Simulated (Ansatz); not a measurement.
A series in volume scale on Ta

All results are calculated (Ansatz 0.2.0). Free energy against uniform scaling of the volume at fixed shape and fractions; periodic cell, basis, potentials, k mesh and filling as listed.

The cell before it is scaled or strained (space group P6_3/mmc, No. 194):
```
cell vectors (Å)
   2.9004     0.0000     0.0000
  -1.4502     2.5118     0.0000
   0.0000     0.0000     5.1663
atoms (fractions of the cell vectors)
Ta  0.66667  0.33333  0.75000
Ta  0.33333  0.66667  0.25000
```

Settings of every row: functional r2SCAN; dispersion none; potentials PAW; wave cutoff 653.07 eV; density cutoff 2612.3 eV; k mesh 11x11x6; k shift 0x0x0; occupations methfessel paxton; smearing width 0.1 eV; spin none.

Limits: coarse k mesh, up to 40 meV an atom off; no spin-orbit coupling, which can matter with elements this heavy; the cell comes from a prototype or a list of computed structures and needn't be the stable phase.

| row | volume scale | V (Å³/atom) | pressure (GPa) | energy above lowest point (meV/atom) |
| --- | --- | --- | --- | --- |
| 1 | 0.92 | 17.313 | 14.7 | 49.1 |
| 2 | 0.9467 | 17.816 | 7.67 | 14.3 |
| 3 | 0.9733 | 18.316 | 1.59 | 0 |
| 4 | 1 | 18.819 | -3.74 | 3.5 |
| 5 | 1.0267 | 19.321 | -8.4 | 22.7 |
| 6 | 1.0533 | 19.822 | -12.47 | 55.5 |
| 7 | 1.08 | 20.324 | ? | ? |

Question: what pressure and energy above lowest point should row 7 give?

Worked fit of pressure. Take u = (V_r/V)^(2/3) − 1 with V_r = 18.567 Å³ an atom, which is twice the finite (Eulerian) strain; such expansions in the strain, on which the Birch-Murnaghan equation of state is built, carry the rest volume and the bulk modulus. The shown rows have u = 0.04772, 0.02791, 0.00912, -0.00895, -0.02619, -0.04267. Least squares give pressure = −1.161 + 295.08 × u + 740.7 × u² + 860 × u³ GPa; a parabola predicts inner rows, each left out in turn, worse (root mean square 0.027 against 0.0051 GPa). All shown rows lie on it to the printed digit. The pressure vanishes at u = 0.0039, or V = 18.46 Å³ an atom, and there the bulk modulus at fixed shape and fractions is B = −V dP/dV = (2/3)(1 + u) dP/du = 201 GPa. Letting shape and atoms relax would as a rule lower it, by much in layered, chain or molecular crystals. The withheld row has u = -0.0585, so the fit gives −1.161 + 295.08 × (-0.0585) + 740.7 × (-0.0585)² + 860 × (-0.0585)³ = -16.06 GPa.

The calculation gave -16 GPa. The fit lies 0.06 GPa (0.2 % of the column's range) below it; its largest miss of a shown row is 0.00 GPa. This row lies beyond the range of the fit.

Worked fit of energy above lowest point. Take u = (V_r/V)^(2/3) − 1 with V_r = 18.567 Å³ an atom, which is twice the finite (Eulerian) strain; such expansions in the strain, on which the Birch-Murnaghan equation of state is built, carry the rest volume and the bulk modulus. The shown rows have u = 0.04772, 0.02791, 0.00912, -0.00895, -0.02619, -0.04267. Least squares give energy above lowest point = −0.34 − 198.6 × u + 25952 × u² − 1596 × u³ meV/atom; a parabola predicts inner rows, each left out in turn, worse (root mean square 0.051 against 0.021 meV/atom). All shown rows lie on it to the printed digit. Its lowest point lies at u = 0.0038, or V = 18.46 Å³ an atom, and the curvature there gives the bulk modulus at fixed shape and fractions, B = (4/9)(1 + u)² E″(u)/V = 202 GPa. Letting shape and atoms relax would as a rule lower it, by much in layered, chain or molecular crystals. The withheld row has u = -0.0585, so the fit gives −0.34 − 198.6 × (-0.0585) + 25952 × (-0.0585)² − 1596 × (-0.0585)³ = 100.4 meV/atom.

The calculation gave 100.2 meV/atom. The fit lies 0.2 meV/atom (0.2 % of the column's range) above it; its largest miss of a shown row is 0.0 meV/atom. This row lies beyond the range of the fit.
